**Q.** I work with potassium and calcium salts and with high-valent transition-metal ions. How polarisable are these argon-like cores, in round numbers?

**A.** About 6 bohr³ for K⁺ and 0.5 bohr³ for Fe⁸⁺, a factor of about twelve over seven added protons. The dispersion coefficient $C_6$ drops from about 25 to about 0.6 atomic units, and the electrons screen away a good third of the response throughout. These are LDA values for free ions. Self-interaction in LDA tends to inflate polarisabilities, not necessarily by the same share in each ion, so trust the trend more than the sizes. A formal Mn⁷⁺ in a compound shares electrons with its neighbours and is not such a bare core.

Free ions with the closed-shell configuration [Ne] 3s2 3p6, computed with radks 1 (radial solver, with Libxc): spherical all-electron Kohn-Sham, LDA-PW92 functional, scalar-relativistic, spin-polarised, Fermi nucleus. Coupled linear response is from Sternheimer equations with the Hartree and adiabatic LDA kernel; the last column is the ratio of the dipole polarisabilities.

```tsv
species	Z	charge (e)	dipole polarisability (bohr³)	uncoupled dipole polarisability (bohr³)	quadrupole polarisability (bohr⁵)	octupole polarisability (bohr⁷)	C6 (a.u.)	C8 (a.u.)	coupled / uncoupled
K+	19	1	5.743	8.879	18.18	122.9	24.69	432.7	0.647
Ca2+	20	2	3.344	5.255	7.475	35.32	11.09	141.8	0.636
Sc3+	21	3	2.163	3.430	3.642	12.96	5.731	56.59	0.631
Ti4+	22	4	1.495	2.383	1.974	5.535	3.247	25.67	0.627
V5+	23	5	1.083	1.731	1.153	2.629	1.966	12.76	0.625
Cr6+	24	6	0.8126	1.301	0.7129	1.353	1.252	6.804	0.625
Mn7+	25	7	0.6266	1.004	0.4605	0.7406	0.8296	3.833	0.624
Fe8+	26	8	0.4941	0.791	0.3083	0.4264	0.5682	2.259	0.625
```

All rows have the same closed shell of 18 electrons, so only the nuclear charge $Z$, and with it the ionic charge, changes. The polarisabilities $\alpha_L$ ($L=1,2,3$ for dipole, quadrupole, octupole) give the moment induced by a static field of that symmetry. The uncoupled value $\alpha^0$ omits the field that the induced density itself creates. $C_6$ and $C_8$ multiply $r^{-6}$ and $r^{-8}$ in the dispersion energy of two like ions at distance $r$.

**Q.** The octupole column falls far faster than the dipole column. Is something different responding?

**A.** The units explain it. Since $\alpha_L$ is a length to the power $2L+1$, one can define $R_L=\alpha_L^{1/(2L+1)}$. From K⁺ to Fe⁸⁺ the octupole value falls 288-fold, yet $R_1$, $R_2$ and $R_3$ shrink by factors of 2.265, 2.260 and 2.246. The numbers thus show one shrinking length raised to the third, fifth and seventh power. Theory identifies it with the 3s/3p shell, which each unscreened extra proton pulls inward.

**Q.** For a hydrogen-like ion the dipole polarisability goes as $Z^{-4}$. Does it here?

**A.** In perturbation theory $\alpha_1\sim |\langle r\rangle|^2/\Delta E$, and the matrix element scales as $1/(Z-s)$, with $s$ a screening constant. An excitation out of the shell costs $\Delta E\propto (Z-s)^2$, which gives the fourth power. The empty 3d level, however, is degenerate with 3p around a bare nucleus and is lifted almost entirely by electron repulsion, which scales as an inverse length. For 3p→3d, $\Delta E$ is therefore linear in $Z$ and the power is the third.

Power laws in $Z-s$ were fitted to all eight rows, and the residuals stand in the output below. The third power misses the computed $\alpha_1$ by up to 3.1% and the fourth by up to 6.7%, K⁺ being worst in both, while rounding is below 0.05%. A free exponent comes out at 2.49, but it trades against $s$ and has no meaning. The fits lean towards the same-shell picture without establishing it, and the excitation energy is better evidence.

**Q.** How do you get an energy from this table?

**A.** From $C_6$. If all dipole strength sits in one pole at $\omega_1$, then $\alpha(iu)=\alpha_1/(1+u^2/\omega_1^2)$ at imaginary frequency $u$, and $C_6=\frac{3}{\pi}\int_0^\infty\alpha(iu)^2du=\frac34\alpha_1^2\omega_1$. For Fe⁸⁺,

$$\omega_1=\frac{4\times0.5682}{3\times0.4941^2}=3.10\ \text{hartree},$$

against 1.00 for K⁺. This is an average over the spectrum, not a gap.

The energy climbs by about 0.3 hartree per proton, and its steps shrink from 0.324 to 0.286 at every stage. A $Z^2$ law would make them grow. Writing $\alpha_1=f/\omega_1^2$ defines a strength $f$, which falls only 1.20-fold. That does not make the energy the sole cause, since $f$ is itself proportional to $\omega_1$ times the squared matrix element. In the form $|\langle r\rangle|^2/\Delta E$, the energy supplies a factor of 3.11 in the 11.6-fold fall and the shrinking matrix element the other factor of about 3.7. The ions stiffen because the shell gets smaller and excitation gets dearer, in similar measure.

**Q.** One pole sounds crude. Can it be checked?

**A.** The same integral over $\alpha(iu)^3$ gives the triple-dipole coefficient $C_9=\frac{9}{16}\alpha_1^3\omega_1=\frac34\alpha_1C_6$, with nothing fitted. For Fe⁸⁺ this is $0.75\times0.4941\times0.5682=0.2106$, while the same calculation gives 0.2025 hartree bohr⁹. The relation would be exact for a single pole, so the excess shows that the strength is spread over several energies.

The overshoot is 4.0% of the computed value for Fe⁸⁺ and 2.2% for K⁺. In all five ions tested it lies between 2 and 4%. One pole is thus a fair summary for such integrals, though the test is mild, because strength spread over well-separated energies can also give an error of a few per cent. In this picture $C_6$ falls only 43.5-fold while $\alpha_1^2$ falls 135-fold because the rising $\omega_1$ offsets part of the loss.

**Q.** Is there a control in which 3p→3d is switched off?

**A.** The quadrupole response is one, because parity forbids p→d for $L=2$ and leaves only 3s→3d within the shell. With one pole each, and the standard convention for $C_8$ assumed, $C_8=\frac{15}{2}\alpha_1\alpha_2\,\omega_1\omega_2/(\omega_1+\omega_2)$. The resulting $\omega_2$ rises from 1.24 to 5.45 hartree, and its steps grow at every stage, from 0.53 to 0.68. That opposite curvature is what a larger share of shell-changing excitations should produce. It also warns against the power-law fits, which prefer the same-shell exponent for $\alpha_2$ as well.

**Q.** I thought electron interaction fades at high charge. Why does coupled / uncoupled not approach 1?

**A.** The induced density opposes the applied field, which pushes the pole up: $\omega_1^2=\omega_0(\omega_0+2K)$, with $\omega_0$ the orbital energy difference and $K$ the coupling integral. At fixed $f$, $\alpha_1/\alpha^0=\omega_0/(\omega_0+2K)$, so $2K/\omega_0=\alpha^0/\alpha_1-1$. $K$ scales as an inverse length. If $\omega_0$ scaled as an inverse length squared, $2K/\omega_0$ would shrink with the size of the shell and the ratio for Fe⁸⁺ would rise to about 0.8.

The computed ratio is 0.625, and $2K/\omega_0$ has risen from 0.546 to 0.601. The numbers show that screening does not weaken. The argued reason is that a 3p→3d gap is itself an electron-repulsion energy, so gap and coupling grow together. The dominance of that channel is inferred from these three signs and has not been tested directly, and the neglect of spin-orbit coupling treats 3p as one level instead of two.

**Q.** Are any rows out of line?

**A.** None changes state, and every response column falls smoothly. The minimum of the ratio at Mn⁷⁺ lies 0.0005 below Fe⁸⁺ when taken from the rounded table, and less than half of that in the unrounded outputs, which is too shallow to interpret. The light end does deviate: the ratio starts higher, at 0.647 for K⁺, and $f$ rises from 5.72 to 5.85 at Ca²⁺ before declining steadily. My guess, untested, is that the 3d orbital is still diffuse in K⁺ and overlaps 3p fully only once the charge has drawn it in.

The analysis program printed:

```
fall first/last: a1 11.6, a2 59.0, a3 288, a1^2 135, C6 43.5, C8 192
lengths R_L = a_L^(1/(2L+1)), bohr: ion R1 R2 R3 R2/R1 R3/R1
K+    1.791 1.786 1.988  0.9974 1.1104
Ca2+  1.495 1.495 1.664  0.9999 1.1127
Sc3+  1.293 1.295 1.442  1.0013 1.1150
Ti4+  1.143 1.146 1.277  1.0020 1.1167
V5+   1.027 1.029 1.148  1.0019 1.1180
Cr6+  0.933 0.935 1.044  1.0015 1.1189
Mn7+  0.856 0.856 0.958  1.0007 1.1195
Fe8+  0.791 0.790 0.885  0.9997 1.1199
fall of R1, R2, R3: 2.265 2.260 2.246
largest rounding of a1, a2, a3: 0.046% 0.043% 0.041%
a_L = A (Z-s)^-p, log fit; model error in % by row
L=1 p=3.00 s=13.44: -3.1 +1.3 +2.3 +2.0 +1.1 -0.0 -1.2 -2.3 | worst K+
L=1 p=4.00 s=10.67: -6.7 +1.9 +4.8 +4.8 +3.1 +0.6 -2.3 -5.4 | worst K+
L=1 p=2.49 (free) s=14.80: -0.3 +0.5 +0.2 -0.1 -0.3 -0.3 -0.0 +0.4 | worst Ca2+
L=2 p=5.00 s=13.42: -4.3 +2.1 +3.4 +2.7 +1.3 -0.2 -1.7 -2.9 | worst K+
L=2 p=6.00 s=11.76: -8.1 +2.8 +6.2 +5.7 +3.5 +0.4 -3.0 -6.4 | worst K+
L=2 p=4.29 (free) s=14.57: -0.6 +1.0 +0.5 -0.3 -0.6 -0.6 -0.1 +0.8 | worst Ca2+
L=3 p=7.00 s=13.35: -7.1 +3.3 +5.6 +4.6 +2.4 -0.2 -2.7 -5.1 | worst K+
L=3 p=8.00 s=12.16: -10.9 +4.1 +8.6 +7.8 +4.7 +0.4 -4.1 -8.6 | worst K+
L=3 p=5.81 (free) s=14.74: -0.8 +1.4 +0.6 -0.4 -0.9 -0.8 -0.1 +1.1 | worst Ca2+
one pole: ion w1(Eh) +-round, w2(Eh) +-round, w2/w1, f=a1*w1^2, a1/a0 +-round, 1/ratio-1
K+    0.998 +-0.000  1.238 +-0.001  1.24  5.72  0.6468 +-0.0001  0.546
Ca2+  1.322 +-0.001  1.767 +-0.003  1.34  5.85  0.6363 +-0.0002  0.571
Sc3+  1.633 +-0.001  2.316 +-0.002  1.42  5.77  0.6306 +-0.0002  0.586
Ti4+  1.937 +-0.002  2.890 +-0.004  1.49  5.61  0.6274 +-0.0003  0.594
V5+   2.235 +-0.003  3.490 +-0.010  1.56  5.41  0.6256 +-0.0005  0.598
Cr6+  2.528 +-0.001  4.115 +-0.004  1.63  5.19  0.6246 +-0.0003  0.601
Mn7+  2.817 +-0.001  4.770 +-0.004  1.69  4.97  0.6241 +-0.0004  0.602
Fe8+  3.103 +-0.001  5.450 +-0.007  1.76  4.76  0.6247 +-0.0001  0.601
steps of w1 per unit Z (Eh): 0.324 0.311 0.304 0.298 0.293 0.289 0.286
steps of w2 per unit Z (Eh): 0.529 0.549 0.574 0.600 0.625 0.655 0.680
line through w1: slope 0.300 Eh per Z, largest residual 0.024 Eh
rise of w1 3.11, w1^2 9.67, w2 4.40; fall of f 1.20
C6 = 0.75 sqrt(6) a1^1.5, error %: +2 +1 +2 +3 +5 +7 +10 +12
C6 = 0.75 sqrt(8) a1^1.5, error %: +18 +17 +18 +19 +22 +24 +27 +30
C9 K+    one pole 106.3, computed 104.1, error +2.2% (rounding 0.03%)
C9 Sc3+  one pole 9.297, computed 9.119, error +2.0% (rounding 0.03%)
C9 V5+   one pole 1.597, computed 1.555, error +2.7% (rounding 0.07%)
C9 Mn7+  one pole 0.3899, computed 0.3766, error +3.5% (rounding 0.01%)
C9 Fe8+  one pole 0.2106, computed 0.2025, error +4.0% (rounding 0.02%)
coupling lowers a1 by 35.3% (first), 37.5% (last)
1/ratio-1: last 0.601 (+10% on first); if it scaled with R1: 0.241, ratio 0.806
ratio last minus next to last +0.0005, combined rounding 0.0005
```
